Uniform semiclassical density at true turning points: Morse wells with H₂ and CO parameters

Take N non-interacting same-spin fermions in a one-dimensional single well v(x), with ħ = m = 1. The Thomas–Fermi (TF) density p_F/π, with p_F = [2(E_F − v)]^(1/2), vanishes at the turning points and beyond them. Ribeiro, Lee, Cangi, Elliott and Burke (2015) summed Langer orbitals, |φ|² = (2ω/p) z^(1/2) Ai²(−z), over the occupied levels and obtained

n_sc = p_F[z^(1/2) Ai² + Ai′²/z^(1/2)] + [ω_F/(p_F sin α) − p_F/(2z^(3/2))] Ai Ai′.

The Airy function and its derivative with respect to the argument are taken at −z. Here z = (3θ/2)^(2/3), θ = ∫p_F dx, τ = ∫dx/p_F, α = ω_F τ, and ω_F is the classical angular frequency at E_F. The integrals start at the turning point nearer in phase, and the two branches join continuously at θ = Nπ/2. E_F is fixed by a total phase Nπ between the turning points, which is the TF normalisation and lies half a quantum number above the highest occupied level. The result is quoted here and tested in its limits.

Limits. For large θ in the allowed region, Ai Ai′ → −cos 2θ/(2π), and n_sc → p_F/π − ω_F cos 2θ/(2π p_F sin α), which is TF plus the shell oscillation. For a linear potential of slope f, z Ai² + Ai′² has z-derivative Ai², so the first term is the exact energy integral over orbitals, and the second vanishes as ω_F → 0. At a distance y inside a turning point with slope f = |v′| and curvature v″, both members of the second bracket diverge as 1/(2y). Expanding p_F, θ and sin α one order further leaves C = 2v″/(15f) + ω_F²/(6f). With Ai′(0)² = 0.06699 and Ai(0)Ai′(0) = −1/(2π√3) = −0.09189,

n_sc(turning point) = (2f)^(1/3) Ai′(0)² − C/(2π√3).

Beyond the turning point z < 0, sin α continues to sinh|α|, and

n_sc → (e^(−2|θ|)/4π)[ω_F/(|p_F| sinh|α|) − |p_F|/(6θ²)].

For large |α| the first term carries e^(−2|θ|−|α|), the WKB decay of a level ω_F/2 below E_F.

Morse well. Put ξ = ax and u = e^(−ξ), and measure energy in ħ²a²/μ, so that v = (λ²/2)(1 − u)² with λ = ωe/(2ωexe). A total phase νπ gives E = λν − ν²/2, the exact spectrum at ν = j + 1/2. Hence ω_F = λκ with κ = 1 − N/λ, and the turning points are u = 1 ± ε with ε² = 1 − κ² (upper sign: inner wall). There f = λ²εu, v″ = λ²u(2u − 1) and κ²/u = 2 − u, so that C = (2 + u)/(10ε) and

n_sc/a = (2λ²εu)^(1/3) Ai′(0)² − (2 + u)/(20√3 π ε).

The exact density is n/a = Σ_j [j! s/Γ(2λ − j)] w^s e^(−w) [L_j^(s)(w)]², with j = 0 … N − 1, w = 2λu, s = 2λ − 2j − 1 and L the associated Laguerre polynomial.

As inputs take typical constants: for H₂, ωe ≈ 4401 cm⁻¹, ωexe ≈ 121.3 cm⁻¹, μ ≈ 0.5039 u; for CO, 2170 cm⁻¹, 13.29 cm⁻¹, 6.856 u. They give λ = 18.1 and 81.6, rounded below to 18 and 82. From ωexe = ħa²/(4πcμ), a = 1.90 and 2.32 Å⁻¹. The fermions are fictitious: n is the summed probability density of the lowest N vibrational levels of the model well. In the table, "first" is the Ai′(0)² term alone, densities are in units of a, and the error is that of n_sc relative to the exact solution. TF gives zero at every entry.

well  N  ε      point  first   n_sc    exact   error/%
H₂    1  0.329  inner  0.4398  0.3467  0.3522  −1.55
H₂    1  0.329  outer  0.3503  0.2756  0.2800  −1.58
H₂    4  0.629  inner  0.5842  0.5312  0.5323  −0.22
H₂    4  0.629  outer  0.3569  0.3223  0.3231  −0.26
CO    1  0.156  inner  0.8993  0.7131  0.7238  −1.48
CO    1  0.156  outer  0.8100  0.6421  0.6518  −1.48
CO    4  0.309  inner  1.1773  1.0788  1.0808  −0.19
CO    4  0.309  outer  0.9518  0.8717  0.8733  −0.19

Three trends follow from the formula.

Scale. For N ≪ λ, ε ≈ (2N/λ)^(1/2), and the first term grows as λ^(1/2) N^(1/6). The factor (82/18)^(1/2) = 2.13 lies between the N = 1 ratios of n_sc, CO to H₂, of 2.06 (inner) and 2.33 (outer). In absolute terms the model's inner values at N = 4 are 1.01 Å⁻¹ (H₂) and 2.50 Å⁻¹ (CO).

Asymmetry. The force enters as u^(1/3), so the steep inner wall holds more density, by [(1 + ε)/(1 − ε)]^(1/3) in the first term. This is 1.11 for CO with N = 1 and 1.64 for H₂ with N = 4, where n_sc and the exact sum both give 1.65.

Accuracy. Since λ²ε⁴ = 4N²(1 − N/2λ)², the ratio of the subtracted term to the first is

r = 0.206 N^(−2/3) (1 − N/2λ)^(−2/3) (2 + u)/(3u^(1/3)).

The particle number, not λ, sets the expansion parameter. The last factor has its minimum, 1, at u = 1, so the anharmonicity first enters r at order ε² ≈ 2N/λ, like the middle factor. At N = 1, r = 0.21 at all four points. At N = 4 the harmonic value 0.082 becomes 0.084 at both CO points, but 0.091 (inner) and 0.097 (outer) for H₂. The errors follow the same ordering. At N = 1 they lie close to −1.46 %, the error for the harmonic oscillator, where C is 3/10 of the inverse turning-point distance. From N = 1 to 4 they fall by factors between 6 and 8; a remainder one further power of N^(−2/3) down would fall by 4^(4/3) = 6.3, a scaling that is suggested here and not derived.

The tail has a limitation. On the dissociative side, cosh|α| = (κ²/u − 1)/ε grows as e^ξ while |θ| grows linearly, so the negative term has relative size p_F² sinh|α|/(6ω_F θ²). For H₂ with N = 1 this is 0.15 at |α| = 3, where |θ| = 10.5. It climbs through one, turning n_sc negative, only between |α| = 8 and 10, where |θ| exceeds 80 and the density is negligible.